The band gap of barium titanate shrinks as its cell swells, most likely because moving the ions apart weakens the electric potential that keeps the filled oxygen levels below the empty titanium levels. From cell 1 to cell 6 the volume grows by 4.9 % and the gap falls by 0.12 eV. Cell 3 departs from this trend, most likely because its atoms sit differently inside the cell.

BaTiO₃ in space group P4mm, computed with Ansatz 0.2.0 using r2SCAN, plane waves with generated PAW datasets and a 500 eV cutoff, scalar-relativistic with collinear spin. All rows are single-point calculations on unrelaxed cells with unshifted k-meshes. Positive pressure means that the cell is compressed.

| cell | volume (Å³/atom) | shortest distance at Ba (Å) | pressure (GPa) | band gap on the mesh (0: none) (eV) | Bader charge of Ba (e) | k-mesh | largest force (eV/Å) | formation energy (eV/atom) |
| --- | --- | --- | --- | --- | --- | --- | --- | --- |
| 1 | 12.34 | 2.755 | 7.3 | 2.29 | 1.57 | 4x4x6 | 0.27 | -3.395 |
| 2 | 12.43 | 2.761 | 5.9 | 2.27 | 1.57 | 4x4x6 | 0.23 | -3.399 |
| 3 | 12.50 | 2.772 | 4.2 | 2.23 | 1.57 | 5x5x5 | 0.84 | -3.389 |
| 4 | 12.64 | 2.777 | 2.6 | 2.23 | 1.57 | 6x6x3 | 0.32 | -3.404 |
| 5 | 12.92 | 2.797 | -1.4 | 2.18 | 1.58 | 4x4x6 | 0.48 | -3.405 |
| 6 | 12.94 | 2.798 | -1.6 | 2.17 | 1.58 | 5x5x5 | 0.49 | -3.405 |

All six cells are the same polar perovskite, an insulator without magnetic moments. The filled band edge is mainly O 2p and the empty edge mainly Ti 3d. An oxygen ion has positive neighbours, which lower the energy of an electron on it. A titanium ion is surrounded by negative oxygens, which raise the energy of an electron there. The crystal's own electric field therefore holds the two sets of levels apart.

Two limiting cases show what a change of volume can do. If the ions were pulled far apart, this field would vanish, and electrons would leave $\mathrm{O^{2-}}$ for $\mathrm{Ti^{4+}}$, so the order of the levels depends on the lattice. If the crystal were squeezed very hard, overlap of oxygen with oxygen and of titanium with titanium should broaden both bands and in the end close the gap from the other side. Near the rest volume the two tendencies oppose each other, and the sign of the computed trend fits an electric field that has the upper hand.

For ions of charge $Q$ at distance $d$, the separation due to the field scales as $Q/d$. Between cells 2 and 5, whose atoms keep the same fractional positions, the volume rises by 3.9 %, which lengthens every distance by about 1.3 %. The Bader charge, found by dividing the density among the atoms and counting the electrons each has lost or gained, changes by only 0.009 e at barium and 0.001 e at titanium. With $Q$ nearly constant and $d$ larger, the separation must fall. This argument gives the direction of the field's part; the net change also depends on how much band broadening takes back.

Mixing between titanium and oxygen states is a less likely cause. In a centred perovskite, symmetry forbids the lowest Ti 3d states, at the zone centre, from mixing with O 2p. Once titanium moves along the polar axis towards one oxygen, $d_{xz}$ and $d_{yz}$ do mix and are pushed up, but $d_{xy}$ still cannot, so it should form the empty edge. Expansion stretches the short Ti–O contact from 1.85 Å in cell 2 to 1.88 Å in cell 5; this weakens the push on the upper two levels, not on the edge itself. The top of the filled band should be largely unaffected too, since in a centred perovskite it consists of oxygen orbitals that symmetry keeps from mixing with Ti 3d. How much of the field's effect is cancelled by band broadening is not settled by these results.

The net effect is modest: about 0.025 eV for each per cent of volume between cells 2 and 5. The pressures of the same two cells give a stiffness of 189 GPa, so a change of one per cent takes nearly 2 GPa. That stiffness belongs to atoms held at fixed fractional positions; atoms free to move would make the crystal softer. r2SCAN makes the gaps themselves too small: the measured one is roughly 3 eV, a recalled value.

The energy offers a way to tell whether two cells differ in volume alone. If they do, the energy difference is the work done against the pressure, so that $\Delta E=-\bar P\,\Delta V$, with $\bar P$ the mean pressure and $\Delta V$ the change in volume per atom. For cells 2 and 4,

$$\bar P=\frac{5.9+2.6}{2}=4.25\ \text{GPa},\qquad \Delta V=12.64-12.43=0.21\ \text{Å}^3 .$$

Since 1 eV/Å³ is about 160 GPa, $\Delta E$ is −5.6 meV per atom, and the computed energies differ by the same amount. The relation must hold within one calculation, so the agreement confirms that these cells are comparable but does not test the explanation of the gap.

Cell 3 fails this test. With the pressure read from the line between cells 2 and 4, its energy should lie 2.3 meV per atom below that of cell 2; it lies 9.9 meV above. Its largest force, 0.84 eV/Å, is also the highest in the table. Volume alone cannot account for this cell, and its k-mesh is an unlikely cause, because cell 6 uses the same mesh and agrees closely with cell 5.

The geometry points to the atoms. An oxygen above or below titanium cannot come closer to barium than half the diagonal of the square base, 2.80 Å in cell 3, so the nearest one, at 2.77 Å, must lie beside titanium. The same holds in the other cells. These side oxygens lie 1.3 % of the cell height away from mid-height in cell 3, against about 1.5 % in the others. The stress changes too: in cell 3 alone, the pressure along the polar axis is lower than the pressure across it.

The gap of cell 3 lies 0.03 eV below the line between cells 2 and 4, and different atomic positions are the likely cause. The side oxygens have shifted by only about 0.01 Å relative to barium. With no force in the table above 0.84 eV/Å, so small a shift can hardly cost the extra energy, and titanium or the oxygens above and below it have probably moved too. How this lowers the gap is not settled by these results. A titanium atom slightly nearer the centre of its oxygen cage would not by itself explain the higher energy: in cell 2 the forces push titanium towards that centre, so a small step that way would lower the energy. The differences and the energy test are printed below.

Numerical output:

```
volume rise from cell 1 to cell 6 in %: 4.862
gap change from cell 1 to cell 6 in eV: -0.1183
volume rise from cell 2 to cell 5 in %: 3.942
gap change from cell 2 to cell 5 in eV: -0.0975
gap change per 1 % of volume between cells 2 and 5 in eV: -0.02473
change of the gap at the zone centre of the doubled cell from cell 2 to 5 in eV: -0.0989
change of Bader charge of Ba from cell 2 to 5 in e: 0.0089
change of Bader charge of Ti from cell 2 to 5 in e: -0.0012
short Ti-O distance along c in cell 2 in A: 1.851
short Ti-O distance along c in cell 5 in A: 1.875
volume of zero pressure between cells 4 and 5 in A3 per atom: 12.82
stiffness against volume change from cells 2 and 5 in GPa: 188.8
energy change from cell 2 to 4 expected from pressure in meV per atom: -5.571
energy change from cell 2 to 4 computed in meV per atom: -5.56
energy change from cell 4 to 5 expected from pressure in meV per atom: -1.049
energy change from cell 4 to 5 computed in meV per atom: -0.94
energy change from cell 2 to 3 expected from pressure in meV per atom: -2.337
energy change from cell 2 to 3 computed in meV per atom: 9.94
gap of cell 3 less the line between cells 2 and 4 in eV: -0.03203
pressure of cell 3 less the line between cells 2 and 4 in GPa: -0.6
Shape and stress of the cells:
  row    c/a  side O off half height (% of c)  stress along c less across (GPa)
    1  1.004                            1.485                             1.817
    2  1.005                              1.5                             1.699
    3  1.006                            1.301                             -0.84
    4  1.005                            1.478                             1.584
    5  1.005                            1.482                             1.421
    6  1.004                            1.501                             1.465
```
